## The decision: a better method or a larger basis

The radical SiH₃ takes part in growing silicon films from silane plasmas, and a model of that growth needs to know how strongly its atoms are bound. Suppose a first calculation in a small basis gives too weak a binding. One can then spend effort on a better treatment of electron correlation or on more basis functions. For SiH₃ the first choice soon stops paying: the exact solution in this basis still binds the molecule too weakly by 116 kJ/mol, while several ordinary density functionals miss by less than 20.

Ansatz 0.2.0 calculations with the listed methods on the neutral SiH₃ radical (doublet), in the 6-31G* basis at the fixed MP2(full)/6-31G* geometry. Correlated wave-function methods keep the neon-like core of silicon frozen, and relativity is not included.

```tsv
level	computed less measured atomization energy (kJ/mol)	rough wall time (s)
RHF	-205.40	n/a
UHF	-209.00	0.1
RMP2	-134.80	n/a
UMP2	-134.90	n/a
CISD	-126.00	0.4
RCCSD	-119.10	n/a
UCCSD	-119.20	n/a
RCCSD(T)	-116.70	0.4
UCCSD(T)	-116.70	0.5
BCCD(T)	-116.70	0.8
RCCSDT	-116.00	n/a
UCCSDT	-116.00	n/a
CISDTQ	-116.30	3
RCCSDT(Q)	-116.00	3
UCCSDT(Q)	-116.00	3
RCCSDTQ	-116.00	10
UCCSDTQ	-116.00	8
CASSCF valence	-125.00	n/a
NEVPT2 valence	-127.60	1
MRCISD valence	-120.50	n/a
MRCISD+Q valence	-121.30	2
FCI	-116.00	10
PBE	-17.20	0.9
r2SCAN	8.10	1
PBE0	-15.30	0.6
B3LYP	1.30	0.8
BHLYP	-4.60	0.8
wB97X-V	9.70	2
wB97M-V	6.10	2
B2PLYP	-38.10	0.6
RPA-PBE	-119.50	0.5
```

The atomization energy is the energy of the separated atoms less that of the molecule. A negative entry under "computed less measured atomization energy" therefore means binding that is too weak. RHF is the mean-field row, here in its restricted open-shell form, and FCI is full configuration interaction, the exact answer for the valence electrons in the chosen basis.

## Two targets, not one

The wave-function methods built on a single determinant approach FCI, not the measured value. Second-order perturbation theory (RMP2) lies 18.8 kJ/mol below FCI, coupled cluster with single and double excitations (RCCSD) 3.1, and RCCSD(T), which adds an estimate of triple excitations, 0.7. With full triples in coupled cluster the difference vanishes at the printed precision. CISDTQ, a configuration interaction up to quadruple excitations, stays 0.3 below FCI, because it leaves out the still higher excitations that coupled cluster includes as products. These distances are errors of method.

The 116 kJ/mol between FCI and experiment is of another kind, because no better treatment of the same electrons in the same basis can remove it. It amounts to 12% of the measured value. What remains is the basis itself, along with the frozen core, relativity and the fixed geometry. For so light a molecule the last three are expected to be far smaller, so the basis must carry most of the gap. That is an argument from general experience, not a result of the table.

## Why a small basis weakens the bonds

Hydrogen molecules show the cause in its simplest form. A free hydrogen atom has one electron and hence no correlation energy. When two atoms join, a pair appears whose electrons lower their energy by avoiding each other. If each atom carries only s functions, every orbital is symmetric about the bond axis. The electrons can then sit at opposite ends of the bond, but they can't take opposite sides of the axis, and that part of the correlation is lost.

SiH₃ has three such bond pairs and one unpaired electron. Hydrogen again has only s functions, and silicon has a single set of d functions and no f functions. The p and d functions of silicon let the electrons avoid each other sideways to some extent, but the description near hydrogen stays poor. The free hydrogen atoms have no matching error in correlation, so this loss falls on the molecule and weakens its binding. The missing functions also limit how far the mean-field orbitals can deform in the bonds, a share of the basis error that the table doesn't separate.

The analogy ends at the silicon atom, which has correlation energy of its own. Part of the basis error in the molecule is therefore also present in the free atom and cancels. By this reasoning, a silicon hydride with more Si–H bonds should show a larger shortfall in the same basis, since each bond adds a pair that the hydrogen atom didn't have.

## What cancels between atom and molecule

The same reasoning explains the order of the approximate methods. Correlation raises the atomization energy only by the amount by which it lowers the molecule more than the atoms. In this basis it lowers the molecule by 247.7 kJ/mol and raises the atomization energy by 89.4. Since hydrogen contributes nothing, the silicon atom must account for $247.7-89.4=158.3$ kJ/mol. Nearly two thirds of the molecule's correlation energy is thus matched in the free atom. The 3s pair of silicon can make use of an empty 3p orbital close by in energy, but this is expected to give only the smaller part; most should come from excitations into the d functions.

RMP2 profits from this match. It misses about 65 kJ/mol of correlation in the molecule and about 46 in the atom, and only the difference of 19 reaches the atomization energy. It gives each pair only a first response to the repulsion between its electrons, and here this recovers too little of the correlation. The fault occurs on both sides of the reaction, so much of it disappears.

CISD, configuration interaction with single and double excitations, fails differently. It misses about 4 kJ/mol in the atom but 14 in the molecule. It can't describe two bond pairs that are excited independently at the same moment, and the molecule has three such pairs while the atom has a single valence pair beside two electrons of parallel spin. RCCSD includes these products of double excitations. It does hardly better than CISD in the atom but misses only about 6 kJ/mol in the molecule, which supports this explanation.

## Why UHF binds less than RHF

UHF lets electrons of opposite spin occupy different orbitals, which can only lower a mean-field energy. Yet its atomization energy is 3.6 kJ/mol smaller than that of RHF. The molecule does gain 3.4 kJ/mol, so the silicon atom must gain $3.4+3.6=7.0$. The atom has two unpaired electrons to polarize its paired electrons and the molecule only one, but the ratio of about two to one shouldn't be read as a count. In the atom the two 3p electrons of parallel spin set up an exchange field that isn't spherical, and the 3s electrons are expected to respond to it mainly by mixing with the d functions. In the molecule it is the Si–H bond pairs that are polarized. Once correlation is treated explicitly, the choice of starting determinant changes the result by no more than 0.1 kJ/mol.

## Why the functionals escape, and which ones do not

Seven functionals, from PBE to wB97M-V in the table, miss by between −17.2 and 9.7 kJ/mol. They compute correlation from the electron density instead of building it from excitations into empty orbitals. The basis then has to describe the density well, which is a much lighter task than describing how two electrons avoid each other. The small misses don't show that these functionals are physically better than FCI. Their own errors may partly offset those of the basis, and the 1.3 kJ/mol of B3LYP should be read with that in mind.

B2PLYP stands between the two groups, because it is a functional that takes 27% of its correlation from second-order perturbation theory. By its definition it is close to a mixture of RMP2 and BHLYP, a functional of the same family without the perturbative part. Weighting their two misses gives

$$0.27\times(-134.8)+0.73\times(-4.6)\approx-40\ \text{kJ/mol}.$$

The computed miss is −38.1 kJ/mol. This agreement is largely built into the definition of B2PLYP, so it is no independent test of the basis argument. The two recipes differ mainly in exact exchange, about 64% in the mixture and 53% in B2PLYP, and in the orbitals used. The estimate traces the drop from BHLYP to B2PLYP to the share taken from wave-function theory, but it can't separate the basis error of that share from its method error. The differences and this estimate are listed in the printed output after the text.

RPA-PBE, the random-phase approximation on PBE orbitals, goes the whole way. All its correlation comes from excitations into empty orbitals, and its miss of −119.5 kJ/mol is close to that of FCI. This is the direction that the basis argument leads one to expect. The closeness is no proof of accuracy, because RPA is also known to bind molecules too weakly for reasons of its own.

## The rows that go the wrong way

The multireference methods start from several determinants, chosen by distributing the valence electrons over a set of active orbitals (CASSCF). NEVPT2 then adds the remaining correlation by perturbation theory, and should come closer to FCI. Instead the distance grows from 9.0 to 11.6 kJ/mol. MRCISD, which adds single and double excitations, comes to within 4.5, but its correction for further excitations, marked +Q, widens the distance to 5.3.

A correction that reduces the atomization energy must have lowered the atoms more than the molecule. Not much is needed for that. CASSCF already supplies 80.4 of the 89.4 kJ/mol by which correlation raises the atomization energy, so the correlation still missing is only 9.0 kJ/mol larger in the molecule than in the atoms. An approximate correction that recovers a somewhat smaller share in the molecule can reverse so small a difference. Unequal active orbitals or a CASSCF calculation that ended on a higher solution could also contribute, and these numbers don't tell the causes apart.

SiH₃ doesn't call for several reference determinants in any case. The largest double-excitation amplitude in the coupled-cluster calculations is only about 0.04, so one determinant dominates. For this radical, RCCSD(T) already settles the correlation problem within the basis to better than 1 kJ/mol. Further effort on a wave-function calculation belongs in the basis, and the argument above suggests starting with p functions on hydrogen.

Numerical output:

```
FCI atomization energy in this basis, kJ/mol: 827
FCI shortfall as percentage of the measured value: 12.3
binding gained from ROHF to FCI, kJ/mol: 89.4
that gain as percentage of the ROHF shortfall: 43.52
RMP2 less FCI, kJ/mol: -18.8
CISD less FCI, kJ/mol: -10
RCCSD less FCI, kJ/mol: -3.1
RCCSD(T) less FCI, kJ/mol: -0.7
CISDTQ less FCI, kJ/mol: -0.3
CASSCF less FCI, kJ/mol: -9
NEVPT2 less FCI, kJ/mol: -11.6
MRCISD less FCI, kJ/mol: -4.5
MRCISD+Q less FCI, kJ/mol: -5.3
correlation energy of the molecule (size), kJ/mol: 247.7
implied correlation energy of the Si atom (size), kJ/mol: 158.3
correlation that MP2 misses in the molecule, kJ/mol: 65.17
correlation that MP2 misses in the Si atom (implied), kJ/mol: 46.37
correlation that CISD misses in the molecule, kJ/mol: 13.75
correlation that CISD misses in the Si atom (implied), kJ/mol: 3.747
correlation that CCSD misses in the molecule, kJ/mol: 6.248
correlation that CCSD misses in the Si atom (implied), kJ/mol: 3.148
UHF less ROHF atomization energy, kJ/mol: -3.6
lowering of the molecule from ROHF to UHF, kJ/mol: 3.36
implied lowering of the Si atom from ROHF to UHF, kJ/mol: 6.96
PBE0 less PBE, kJ/mol: 1.9
BHLYP less B3LYP, kJ/mol: -5.9
B2PLYP less BHLYP, kJ/mol: -33.5
B2PLYP miss estimated from 27 percent MP2 and 73 percent BHLYP, kJ/mol: -39.75
RPA-PBE less FCI, kJ/mol: -3.5
```
